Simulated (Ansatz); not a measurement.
Strength of the Si–Si bond: Ge2Si3H12 → GeH2(SiH2)(SiH3) + GeH3(SiH2)

Species: Ge2Si3H12 `[SiH3][GeH2][SiH2][SiH2][GeH3]`, singlet; GeH2(SiH2)(SiH3), doublet; GeH3(SiH2), doublet. 

Shapes, held fixed at every level: PBE0-D4/def2-TZVP. Flexible molecules stand in one conformer, not always the lowest. Programs: Ansatz 0.2.0. Electronic energies: no zero-point or thermal term.

| level | kind | ΔE (kJ/mol) | less CCSD(T)/def2-TZVPP |
| --- | --- | --- | --- |
| HF/def2-TZVPP | Hartree–Fock | +219.8 | -99.5 |
| B3LYP-D4/def2-TZVPP | global hybrid | +311.8 | -7.5 |
| BHLYP-D4/def2-TZVPP | global hybrid | +315.0 | -4.3 |
| PBE0-D4/def2-TZVPP | global hybrid | +317.4 | -1.9 |
| wB97M-V/def2-TZVPP | range-separated hybrid | +329.7 | +10.4 |
| wB97X-V/def2-TZVPP | range-separated hybrid | +333.6 | +14.3 |
| CCSD(T)/def2-TZVPP | coupled cluster or CI | +319.3 | 0.0 |

The highest level, CCSD(T)/def2-TZVPP, gives ΔE = +319.3 kJ/mol; the levels span +219.8 to +333.6. The column of differences is taken from that level and isn't an error. Hartree–Fock misses the correlation of the pair that is broken and comes out low. No measured value is set beside it here. Open shells run unrestricted unless RO is named. Relativity is left out for Ge unless named. Correlated rows may include outer-core shells of Ge, which these sets cover unevenly.

Homolysis of the central Si–Si bond costs +319.3 kJ/mol at the coupled-cluster level, in keeping with an ordinary single bond between silyl-type centres. Such a bond is weaker than a typical C–C single bond, largely because the diffuse silicon 3p orbitals overlap less effectively at the longer bond distance. The radicals formed are expected to be pyramidal, with the unpaired electron mainly in an orbital on silicon that is largely 3p in character with some 3s admixture. The neighbouring germanium groups can offer only modest hyperconjugative stabilisation, so they probably alter the bond strength little.

All the density functionals recover most of the binding missing from Hartree–Fock. The global hybrids fall slightly below the coupled-cluster value and the range-separated ones above it, but the proportion of exact exchange alone does not explain the order: BHLYP, with more of it than PBE0, gives the lower energy. The close agreement of PBE0 for this one reaction may partly reflect error cancellation. Whether the chain would break here first remains open, since cleavage of its Si–Ge bonds was not computed.
